## Acousto-optic Bragg diffraction: efficiency and figure of merit

### Premises and conventions

A plane longitudinal sound wave of frequency $f=\Omega/2\pi$, speed $v$, wavelength $\Lambda=v/f$ and wavenumber $K=2\pi/\Lambda$ travels along $x$ in a transparent, isotropic, non-magnetic solid of index $n$ and density $\rho$. It fills a column of length $L$ along $z$ ($0<z<L$) and height $H$ along $y$, with uniform amplitude inside and none outside, and with $L,H\gg\Lambda$. An absorber at the far end keeps the wave travelling. Light of vacuum wavelength $\lambda$ and angular frequency $\omega$ crosses the column in the $xz$ plane at a small angle $\theta$ to $z$. We write $k_0=2\pi/\lambda=\omega/c$ and $k=nk_0$. All angles are internal to the medium unless called external, amplitudes are peak values, and fields vary as $e^{-i\omega t}$. The photoelastic response is taken as linear in strain.

### Strain, acoustic power and index grating

With displacement $u=U\sin(Kx-\Omega t)$ along $x$, the only strain component is $S=\partial u/\partial x=S_0\cos(Kx-\Omega t)$ with $S_0=KU$. The normal stress is $T=c_{11}S$, and the elastic wave equation fixes $c_{11}=\rho v^2$. The energy flux along $x$ is $-T\,\partial u/\partial t=\rho v^3S_0^2\cos^2(Kx-\Omega t)$, since $\Omega U=vS_0$. Averaging over a period and dividing the acoustic power $P_a$ by the cross-section gives

$$I_a=\frac{P_a}{LH}=\tfrac12\rho v^3S_0^2 .\tag{1}$$

The photoelastic tensor is defined through the inverse relative permittivity. For this strain $\Delta(1/\epsilon)_{xx}=p_{11}S$ and $\Delta(1/\epsilon)_{yy}=\Delta(1/\epsilon)_{zz}=p_{12}S$, with no off-diagonal terms. Take first light polarised along $y$, perpendicular to the sound direction, so that $p=p_{12}$. From $1/\epsilon=1/n^2+pS$, to first order $\epsilon=n^2-n^4pS$. A shift of the time origin by half an acoustic period reverses the sign of the cosine, so we may write

$$\epsilon=n^2+2nn_1\cos(Kx-\Omega t),\qquad n_1=\tfrac12n^3|p|S_0 ,\tag{2}$$

where $n_1$ is the amplitude of the index modulation. Eliminating $S_0$ with (1),

$$n_1=\sqrt{\tfrac12M_2I_a},\qquad M_2=\frac{n^6p^2}{\rho v^3}.\tag{3}$$

The figure of merit $M_2$, in s$^3$ kg$^{-1}$ (equal to m$^2$ W$^{-1}$), collects the material properties that convert acoustic intensity into index modulation.

### Coupled equations for the diffraction orders

A field $E\,\hat y$ independent of $y$ has $\nabla\cdot\mathbf E=0$, so Maxwell's equations reduce exactly to $\nabla^2E=c^{-2}\partial_t^2(\epsilon E)$. Because $\epsilon$ is periodic in $\phi=Kx-\Omega t$, the field is a sum of orders,

$$E=\sum_mA_m(z)\,e^{i[(k_x+mK)x+\beta z-\omega_mt]},\qquad\omega_m=\omega+m\Omega,$$

with $k_x=-k\sin\theta$ and $\beta=k\cos\theta$. Order $m$ is Doppler shifted by $mf$. Since $2\cos\phi\,e^{im\phi}=e^{i(m+1)\phi}+e^{i(m-1)\phi}$, the coefficient of each exponential gives

$$A_m''+2i\beta A_m'+D_mA_m+\frac{\omega_m^2}{c^2}\,nn_1(A_{m-1}+A_{m+1})=0,$$

$$D_m=\frac{n^2\omega_m^2}{c^2}-\beta^2-(k_x+mK)^2=2mkK\Big(\sin\theta+\frac{nv}{c}\Big)-m^2K^2\Big(1-\frac{n^2v^2}{c^2}\Big).$$

Three simplifications follow. The term $nv/c$ is linear in $m$, so it acts as a fixed offset of the incidence angle; we absorb it into $\theta$ and give its size below. The factor $n^2v^2/c^2$ and the difference between $\omega_m$ and $\omega$ in the coupling term are dropped because $v\ll c$ and $\Omega\ll\omega$. The derivative $A_m''$ is dropped against $2\beta A_m'$. This is legitimate because the amplitudes change at the rates $k_0n_1$ and $D_m/2\beta$, which relative to $\beta$ are of order $n_1/n$ and $(mK/k)^2$; it also discards backward waves, whose amplitude is of order $n_1/n$. With $s=z/L$,

$$\frac{dA_m}{ds}=-\frac{iQ}{2}\,m(m-a)A_m+i\gamma\,(A_{m-1}+A_{m+1}),\tag{4}$$

$$Q=\frac{K^2L}{\beta}=\frac{2\pi\lambda L}{n\Lambda^2\cos\theta},\qquad\gamma=\frac{k_0^2nn_1L}{2\beta}=\frac{\pi n_1L}{\lambda\cos\theta},\qquad a=\frac{2k\sin\theta}{K}.\tag{5}$$

$Q$ is the Klein–Cook parameter, usually quoted with $\cos\theta=1$. The right side of (4) is $i$ times a real symmetric matrix acting on the amplitudes, so $\sum_m|A_m|^2$ is conserved. The entrance condition is $A_m(0)=\delta_{m0}$, and the efficiency of order $m$ is $\eta_m=|A_m(1)|^2$.

### Bragg regime

The diagonal term of (4) vanishes for $m=0$ and for $m=a$. Order $+1$ is therefore phase matched when $a=1$, that is

$$\sin\theta_B=\frac{K}{2k}=\frac{\lambda}{2n\Lambda}.\tag{6}$$

Then $k_x=-K/2$ and $k_x+K=+K/2$: the two beams are mirror images in the acoustic wavefronts and have the same $z$ component of wavevector, so the ratio of squared amplitudes is the ratio of powers. The nearest other orders, $m=-1$ and $m=2$, have $m(m-1)=2$ and dephase by $Q$ radians across the column. If $Q$ is large they may be dropped, at a cost computed below. Allow a small detuning $\theta=\theta_B+\Delta\theta$. Then $a-1=2k\cos\theta_B\,\Delta\theta/K$, and (4) becomes

$$A_0'=i\gamma A_1,\qquad A_1'=2i\xi A_1+i\gamma A_0,\qquad\xi=\frac{Q(a-1)}{4}=\frac{\pi L\,\Delta\theta}{\Lambda},$$

where primes now denote $d/ds$. Substituting $A_j=e^{i\xi s}B_j$ gives $B_0'=-i\xi B_0+i\gamma B_1$ and $B_1'=i\xi B_1+i\gamma B_0$. Differentiating once more gives $B_j''=-\sigma^2B_j$ with $\sigma^2=\gamma^2+\xi^2$. The entrance values $B_0=1$, $B_1=0$, $B_0'=-i\xi$, $B_1'=i\gamma$ fix the solution,

$$A_0=e^{i\xi s}\Big[\cos\sigma s-\frac{i\xi}{\sigma}\sin\sigma s\Big],\qquad A_1=\frac{i\gamma}{\sigma}e^{i\xi s}\sin\sigma s,$$

$$\eta=\frac{\gamma^2}{\gamma^2+\xi^2}\sin^2\sqrt{\gamma^2+\xi^2}.\tag{7}$$

At exact Bragg incidence $\eta=\sin^2\gamma$. Inserting (3) and (1) into (5), with $L\sqrt{P_a/LH}=\sqrt{LP_a/H}$,

$$\boxed{\eta=\sin^2\!\left[\frac{\pi}{\lambda\cos\theta_B}\sqrt{\frac{M_2LP_a}{2H}}\right]}\tag{8}$$

Complete transfer, $\gamma=\pi/2$, requires

$$P_{\rm full}=\frac{\lambda^2\cos^2\theta_B}{2M_2}\frac{H}{L},\tag{9}$$

so that $\eta=\sin^2[(\pi/2)\sqrt{P_a/P_{\rm full}}]$. For weak drive $\eta\approx\gamma^2$ is proportional to $M_2P_a$, which is why $M_2$ ranks materials for efficiency at fixed geometry. The power needed grows as $\lambda^2$, and apart from the cosine it does not depend on $f$. For weak drive (7) reduces to $\gamma^2\sin^2\xi/\xi^2$, whose full width at half maximum in angle is $0.886\,\Lambda/L$.

For light polarised in the $xz$ plane the coupling is the projection of the permittivity change on the unit vectors $(\cos\theta_B,0,\sin\theta_B)$ and $(\cos\theta_B,0,-\sin\theta_B)$ of the two orders. This replaces $p$ by $p_{11}\cos^2\theta_B-p_{12}\sin^2\theta_B\approx p_{11}$.

### Size of the neglected orders

Set $a=1$ and use the two-wave amplitudes $A_0=\cos\gamma s$, $A_1=i\sin\gamma s$ as sources. Equation (4) gives $A_{-1}'=-iQA_{-1}+i\gamma A_0$ and $A_2'=-iQA_2+i\gamma A_1$, whence

$$|A_{-1}(1)|=\gamma\Big|\int_0^1\!\cos(\gamma s)\,e^{iQs}ds\Big|,\qquad|A_2(1)|=\gamma\Big|\int_0^1\!\sin(\gamma s)\,e^{iQs}ds\Big| .$$

For $Q\gg\gamma$, integration by parts leaves the end-point terms $(\cos\gamma\,e^{iQ}-1)/iQ$ and $\sin\gamma\,e^{iQ}/iQ$, with remainders smaller by $\gamma/Q$. Hence $\eta_{-1}\approx(\gamma/Q)^2(1+\cos^2\gamma-2\cos\gamma\cos Q)$, $\eta_2\approx(\gamma/Q)^2\sin^2\gamma$, and

$$\eta_{-1}+\eta_2\approx2\Big(\frac{\gamma}{Q}\Big)^2(1-\cos\gamma\cos Q)\le2\Big(\frac{\gamma}{Q}\Big)^2(1+|\cos\gamma|).\tag{10}$$

The expansion parameter is $\gamma/Q$. At the first maximum, $\gamma=\pi/2$, the leakage is $\pi^2/2Q^2$, which is 0.05 at $Q=10$. At weak drive the ratio $\eta_{-1}/\eta_1$ is at most about $4/Q^2$, so suppression of the unwanted order also needs $Q\gg1$.

### Raman–Nath regime

For near-normal incidence ($|a|\lesssim1$) and small $Q$ the diagonal term of (4) is dropped. Try $A_m=i^mJ_m(2\gamma s)$. The recurrence $2J_m'=J_{m-1}-J_{m+1}$ makes the left side $\gamma i^m(J_{m-1}-J_{m+1})$. The right side is $i\gamma(i^{m-1}J_{m-1}+i^{m+1}J_{m+1})$, which is the same, and $J_m(0)=\delta_{m0}$ meets the entrance condition. Therefore

$$\eta_m=J_m^2(2\gamma),\tag{11}$$

the pattern of a thin phase grating of peak phase $2\gamma=k_0n_1L/\cos\theta$. The orders $\pm m$ are equally strong. $J_1$ has its first and largest maximum where $J_0=J_2$, at $2\gamma=1.841$, with $J_1=0.582$, so each first order peaks at 33.9 %. A thin grating requires that the low orders do not dephase, $Q\ll1$, and that rays are not bent sideways by an appreciable part of $\Lambda/2\pi$. The steepest index gradient $n_1K$ displaces a ray by $n_1KL^2/2n$ over the length $L$. Multiplied by $K$ this equals $\gamma Q$ for $\cos\theta=1$, so $\gamma Q\ll1$ is the second condition.

### Range of validity

Equation (8) holds when $Q\gg1$ and $Q\gg\gamma$, with an absolute uncertainty of the order of (10). Equation (11) holds when $Q\ll1$ and $\gamma Q\ll1$. Between these limits (4) must be integrated with several orders. Both results assume a plane optical wave. For a beam, (7) is averaged over its angular spectrum, and (8) survives if the internal divergence is small against $\Lambda/L$. The sound must be uniform over the optical beam: the beam is narrower than $H$, lies within the acoustic near-field length $H^2/4\Lambda$ of the transducer, and sees little attenuation. The result is a steady state, reached only after the sound has crossed the beam. $P_a$ is the acoustic power in the column, which is less than the electrical power delivered to the transducer. Birefringent crystals need separate indices for the two orders, which changes (6).

### Illustration: a fused-silica Q-switch at 1064 nm

Typical parameters of fused silica are $n=1.450$, $p_{11}=0.121$, $p_{12}=0.270$, $\rho=2200$ kg m$^{-3}$ and $v=5960$ m s$^{-1}$; the photoelastic constants are usually quoted for visible light and their dispersion is ignored. The illustrative device has $f=40.68$ MHz, $L=45$ mm, $H=3.0$ mm and $P_a=15$ W.

The geometry gives $\Lambda=146.5$ µm, $\theta_B=2.50$ mrad, an external separation of the orders $\lambda/\Lambda=7.26$ mrad, and $Q=9.67$. With $n^6=9.294$ and $\rho v^3=4.658\times10^{14}$ kg s$^{-3}$, polarisation perpendicular to the sound direction has $M_2=1.45\times10^{-15}$ s$^3$ kg$^{-1}$, and (9) gives $P_{\rm full}=26$ W. At 15 W the chain of quantities is $I_a=11.1$ W cm$^{-2}$, $S_0=2.18\times10^{-5}$, $n_1=8.99\times10^{-6}$, $\gamma=1.19$ and $\eta=0.86$. For in-plane polarisation $M_2$ is smaller by $(p_{11}/p_{12})^2=0.201$, so $M_2=0.292\times10^{-15}$ s$^3$ kg$^{-1}$, $\gamma=0.54$ and $\eta=0.26$.

A Q-switch works by removing power from order zero. If diffracted light leaves the resonator, the fraction surviving the two passes of a round trip in a linear cavity is $(1-\eta)^2$, which is 0.02 for the perpendicular polarisation and 0.55 for the in-plane one. A longitudinal-wave cell therefore holds off an unpolarised laser only as well as its weak polarisation allows.

The approximations can now be sized. The envelope parameters are $\gamma/\beta L=n_1/2n=3\times10^{-6}$ and $K/k=5.0\times10^{-3}$, and $\Omega/\omega=1.4\times10^{-7}$. The angular offset $nv/c$ is 29 µrad, small against the weak-drive acceptance width of 2.9 mrad. A Gaussian beam of waist radius $w_0=1.0$ mm has internal divergence $\lambda/\pi nw_0=0.23$ mrad; a plane-wave component at that angle has $\xi=0.23$, and (7) lowers its efficiency only to 0.85. Sound crosses the 2.0 mm diameter in 0.34 µs, which sets the switching time. The near-field length is 15 mm. A typical attenuation of about 12 dB cm$^{-1}$ GHz$^{-2}$ amounts to 0.02 dB cm$^{-1}$.

The largest correction is the leakage into other orders. The table gives the leading-order upper estimate in (10) at the same $L$ and $\gamma$ for three common drive frequencies.

| $f$ (MHz) | $\Lambda$ (µm) | $Q$ | $2(\gamma/Q)^2(1+\lvert\cos\gamma\rvert)$ |
|---|---|---|---|
| 27.12 | 219.8 | 4.30 | 0.2 |
| 40.68 | 146.5 | 9.67 | 0.04 |
| 80 | 74.5 | 37.4 | 0.003 |

At 40.68 MHz the two-wave efficiency is thus reliable to a few hundredths, at 80 MHz to its second decimal, and at 27.12 MHz the cell lies in the intermediate regime, where (8) is only a rough guide.

The value $\eta=0.86$ at 15 W belongs to the model with these inputs. As typical knowledge, silica Q-switches with apertures of a few millimetres are driven with several tens of watts of radio-frequency power to reach a single-pass loss near 80 %. Read as an electrical drive, the model's power is therefore too low by a factor of roughly two to four, because transducer conversion is incomplete and the real sound field is less uniform than the ideal column.